The seven points sample the electron levels of rutile SnO₂, calculated with PBE. Each point is a wave vector with coordinates $a$, $b$, $c$ in units of the reciprocal cell vectors. Γ is the point with all three at zero; X has $a=-1/2$ and Z has $c=-1/2$, with the other two zero. "Level under 1" is the highest filled level and "level over 1" the lowest empty one, both counted from the top of the filled levels.

Electron levels of rutile SnO₂ at points of the 6×6×8 k mesh, calculated with DFTK 0.8.2 using PBE, dojo.nc.sr.pbe.v0_4_1.standard pseudopotentials and a plane-wave cutoff of 1142.88 eV. The cell and atoms were held fixed, with Fermi–Dirac smearing of 0.05 eV and no spin polarisation or spin–orbit coupling. Energies are counted from the valence top.

```csv
point a (reciprocal cell vector),point b (reciprocal cell vector),point c (reciprocal cell vector),level under 4 (eV),level under 3 (eV),level under 2 (eV),level under 1 (eV),level over 1 (eV),level over 2 (eV)
0.0000,0.0000,0.0000,-1.249,-0.746,-0.746,0.000,1.266,6.125
-0.5000,0.0000,0.0000,-1.197,-1.197,-0.621,-0.621,4.423,4.423
0.0000,0.0000,0.1250,-1.820,-0.718,-0.718,-0.127,2.225,6.445
0.0000,0.0000,0.2500,-2.535,-0.826,-0.826,-0.490,3.829,6.917
-0.5000,-0.5000,0.2500,-0.858,-0.858,-0.855,-0.855,5.148,5.148
0.0000,0.0000,-0.5000,-1.635,-1.635,-1.251,-1.251,6.201,6.201
-0.5000,0.0000,-0.5000,-1.074,-1.074,-0.716,-0.716,6.460,6.460
```

### 1. Where are the band edges?

Both are at Γ. The highest filled level has its maximum there and the lowest empty level its minimum, 1.27 eV above it. The gap is therefore direct: the two edges have the same wave vector. Light nevertheless drives this particular step only very weakly, because the symmetry of the two states is known to forbid it in the dipole approximation; no transition strengths were calculated here. The full k mesh of the calculation gives the same smallest gap.

### 2. Which edge moves more with the wave vector, and why?

The lowest empty level moves much more: it spreads over 5.2 eV, the highest filled level over only 1.3 eV. The standard explanation lies in the orbitals. The empty states derive mainly from tin 5s, which is large and reaches equally in all directions. The top filled states are oxygen 2p lone pairs, which point away from the tin neighbours and couple weakly.

Oxygen also helps to make the empty level lowest at Γ. There the s orbitals on all tin atoms are in phase. Each oxygen touches three of them, and a 2p orbital meets some with its positive lobe and others with its negative one, so their effects largely cancel. Away from Γ the phases differ, the cancellation weakens, and antibonding mixing with oxygen 2p pushes the level up. This orbital picture is theory; the energies alone do not identify the orbitals.

### 3. What does this mean for charge carriers?

Along $c$, the one direction sampled finely enough, electrons are light and holes are heavy. From Γ to $c=1/8$ the lowest empty level rises by 0.96 eV, while a free electron with the same wave vector would gain only about 0.23 eV. The ratio gives an electron mass along $c$ of about 0.24 free-electron masses. The same step gives about 1.8 for the hole.

The electron value depends on the step: taken to $c=1/4$, it becomes 0.36. A parabola holds only near the bottom of a band, so even 0.24 is most likely too high for the edge itself. The finite width of the band explains only part of the bending: doubling the step multiplies the rise by 4 for a parabola, by 3.6 in the tin-only model of question 5, and by 2.7 in the table. The likely remainder is mixing with oxygen 2p, which changes quickly with the wave vector when the gap is small. The hole value hardly changes between the two steps. For a conducting oxide layer, the small electron mass favours mobility, although scattering by defects and vibrations also matters.

### 4. Why do the two empty levels sometimes coincide?

They coincide at every listed point that has a coordinate of one half in magnitude, and are well separated at the other three. The two highest filled levels follow the same rule. The cell holds two tin atoms, one at the corner and one at the body centre, related by a symmetry operation that includes a half-cell shift. At the zone-face points sampled here, this symmetry forces levels into pairs.

An evenly spaced chain of hydrogen atoms shows the idea. If it is described with two atoms per cell, its two bands meet at the zone boundary, because the atoms are still equivalent. In the chain a smaller cell would remove the pairing. In SnO₂ no smaller cell exists, since the oxygen surroundings of the two tin atoms are turned against each other, yet the half-cell shift still protects the pairs.

### 5. Can two tin orbitals per cell account for the empty levels?

In outline yes, but not near the band edge. Put one s-like orbital on each tin atom and let it couple to its neighbours along the $c$ axis (strength $A$) and to the eight atoms of the other kind around it (strength $B$). With $E_0$ as the mean level, the two bands are

$$E = E_0 - A\cos 2\pi c \mp B\cos\pi a\,\cos\pi b\,\cos\pi c .$$

The upper sign gives the lower band. Two limiting cases explain the formula. At Γ all neighbours are in phase, so both couplings lower the lower band fully. On a zone face the eight contributions cancel, the $B$ term vanishes, and the two bands of the model meet. What variation remains there must come from elsewhere: the paired level lies at 4.42 eV at X but at 6.20 eV at Z, which the $A$ term describes roughly. The model pairs its bands over every face; the symmetry of the crystal is expected to do so over the whole $a$ and $b$ faces, but only along certain lines of the $c$ face.

The three constants were fitted to the lowest empty level at all seven points, giving $E_0=5.32$, $A=1.07$ and $B=2.64$ eV. For $c=1/8$ the cosines are 0.71 and 0.92, so the lower band lies at

$$5.32-1.07\times0.71-2.64\times0.92\approx2.1\ \text{eV}.$$

The table has 2.2 eV, but this row was part of the fit. A stricter test is the second empty level at the three points where it lies apart from the first, since it was not fitted there; this takes it to be the partner tin band, which the energies alone do not prove. Reversing the sign of the last term gives 7.0 eV, against 6.4 eV in the table.

The model also makes this second level rise from Γ to $c=1/4$, as in the table, but by less than half as much. Its drop towards Z is no separate test, because there it must meet the fitted level. The largest miss is at Γ, where the upper level comes out 0.76 eV too high. The lower level is 0.35 eV too high at Γ and 0.37 eV too low at $c=1/4$. It is thus too flat near the edge: it rises 0.51 eV from Γ to $c=1/8$, against 0.96 eV in the table, so the model is no guide to the electron mass. A likely reason, though only a guess, is that oxygen enters through fixed constants, while its real influence changes with energy. The output below gives the comparison for every point.

### 6. What would change if lead replaced tin?

The gap is expected to shrink strongly; no lead compound was calculated here. The 6s level of lead lies lower than the 5s level of tin, mainly because of relativistic effects, so the empty band moves down towards the oxygen levels. In the same rutile structure the half-cell shift would remain, and without spin-orbit coupling so would the pairing at these zone-face points. Lead needs that coupling, however, and with it symmetry is expected to keep the pairs at X and Z but no longer to force them at the last point of the table. The choice of metal thus sets the height of the empty band, while the arrangement of the atoms sets where its levels must meet.

### 7. Which digits can be trusted?

The third decimal describes this calculation, not the material. The measured gap is roughly 3.6 eV (a recalled value), so PBE gives only about a third of it. Such underestimation is a well-known fault of this kind of functional. Spin-orbit coupling was left out, but its effect on this gap is known to be small.

The cell matters too. It was held fixed, as were the atoms (a force of 0.28 eV/Å remains on each oxygen), and PBE finds it clearly compressed, so a relaxed cell would be larger. Expansion weakens the antibonding mixing that remains at Γ, chiefly with oxygen 2s, and would lower the gap further. Less smearing, by contrast, would change practically nothing, because its width of 0.05 eV is tiny beside the gap. The contrast between the steep lowest empty level and the flat highest filled one is a much safer result than the size of the gap.

Printed output of the fit:

```
gap between the listed levels (eV): 1.266
gap as percentage of a rough recalled measured 3.6 eV: 35.17
spread of lowest empty level over the seven points (eV): 5.194
spread of highest filled level over the seven points (eV): 1.251
rise of lowest empty level from Gamma to c 0.125 (eV): 0.959
rise of lowest empty level from Gamma to c 0.25 (eV): 2.563
rise to c 0.25 if the first step were a parabola (eV): 3.836
rise of lowest empty level from Gamma to Z (eV): 4.935
rise of lowest empty level from Gamma to X (eV): 3.157
electron mass along c from step to 0.125 (free electron masses): 0.2414
electron mass along c from step to 0.25 (free electron masses): 0.3613
hole mass along c from step to 0.125 (free electron masses): 1.823
hole mass along c from step to 0.25 (free electron masses): 1.89
vertical distance of the edge levels at c 0.125 (eV): 2.352
distance of the two filled pairs in row 5 (eV): 0.003
fit of level_over_1 on 7 rows: constant 5.32 +/- 0.16, coefficient of chain -1.067 +/- 0.17, coefficient of body -2.636 +/- 0.32; rms 0.23, worst 0.0 -0.373, leave-one-out rms 0.468
fit of level_over_1 on 7 rows: constant 5.62 +/- 0.43, coefficient of body -3.721 +/- 0.75; rms 0.737, worst -0.5 1.2, leave-one-out rms 1.01
two-site model against the empty levels (eV):
   row  lower_model  lower_miss  upper_model  upper_miss
   0.0        1.617       0.351        6.889       0.764
  -0.5        4.253       -0.17        4.253       -0.17
   0.0         2.13    -0.09473        7.001       0.556
   0.0        3.456     -0.3727        7.184      0.2672
  -0.5         5.32      0.1723         5.32      0.1723
   0.0        6.388      0.1865        6.388      0.1865
  -0.5        6.388    -0.07247        6.388    -0.07247
```
